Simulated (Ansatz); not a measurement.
## Ligand exchange: Sn(CH3)F + Cd(CH3)(SH) → Sn(CH3)(SH) + Cd(CH3)F

Species: Sn(CH3)F, singlet; Cd(CH3)(SH), singlet; Sn(CH3)(SH), singlet; Cd(CH3)F, singlet. The partners trade F for SH: Sn–F and Cd–SH bonds give way to Sn–SH and Cd–F.

Shapes, held fixed at every level: PBE0-D4/def2-TZVP. Flexible molecules stand in one conformer, not always the lowest. Programs: Ansatz 0.2.0. Electronic energies: no zero-point or thermal term.

Estimate ΔE of this reaction.

The highest level, CCSD(T)/def2-TZVPP, gives ΔE = +35.0 kJ/mol; the levels span +28.3 to +39.4. The column of differences is taken from that level and isn't an error. No measured value is set beside it here. For atoms past krypton def2 sets carry core potentials with scalar relativity. Correlated rows may include outer-core shells of Cd, Sn, which these sets cover unevenly.

```
              level                    kind  ΔE (kJ/mol)  less CCSD(T)/def2-TZVPP
  PBE-D4/def2-TZVPP                     GGA        +28.3                     -6.7
BHLYP-D4/def2-TZVPP           global hybrid        +36.3                     +1.3
 PBE0-D4/def2-TZVPP           global hybrid        +33.1                     -1.9
 wB97M-V/def2-TZVPP  range-separated hybrid        +39.4                     +4.4
  B2PLYP/def2-TZVPP           double hybrid        +35.8                     +0.8
     MP2/def2-TZVPP     perturbation theory        +36.7                     +1.7
   CCSD(T)/def2-SVP   coupled cluster or CI        +32.3                     -2.7
 CCSD(T)/def2-TZVPP   coupled cluster or CI        +35.0                      0.0
```

Every level makes the exchange endothermic, so the pairing of fluoride with tin and thiolate with cadmium is favoured; CCSD(T)/def2-TZVPP puts the cost of swapping them at +35.0 kJ/mol. This fits the hard–soft pattern: cadmium(II) is a soft acceptor that binds the polarisable sulfur comparatively well. Divalent tin also has a formally empty 5p orbital that can accept π density from fluorine, which probably adds to its fluoride preference. Simple electronegativity differences would not predict this direction, since cadmium is the more electropositive metal. The energy measures a relative preference, however, and does not show that either bond to cadmium is weak in itself.

PBE-D4 gives the smallest cost and wB97M-V the largest, a spread that may reflect how each functional balances ionic against covalent bonding. With equal numbers of molecules on both sides, entropy is unlikely to reverse the preference in the gas phase. The result does not carry over directly to solution or solids, where fluoride and thiolate bridging could shift the balance.
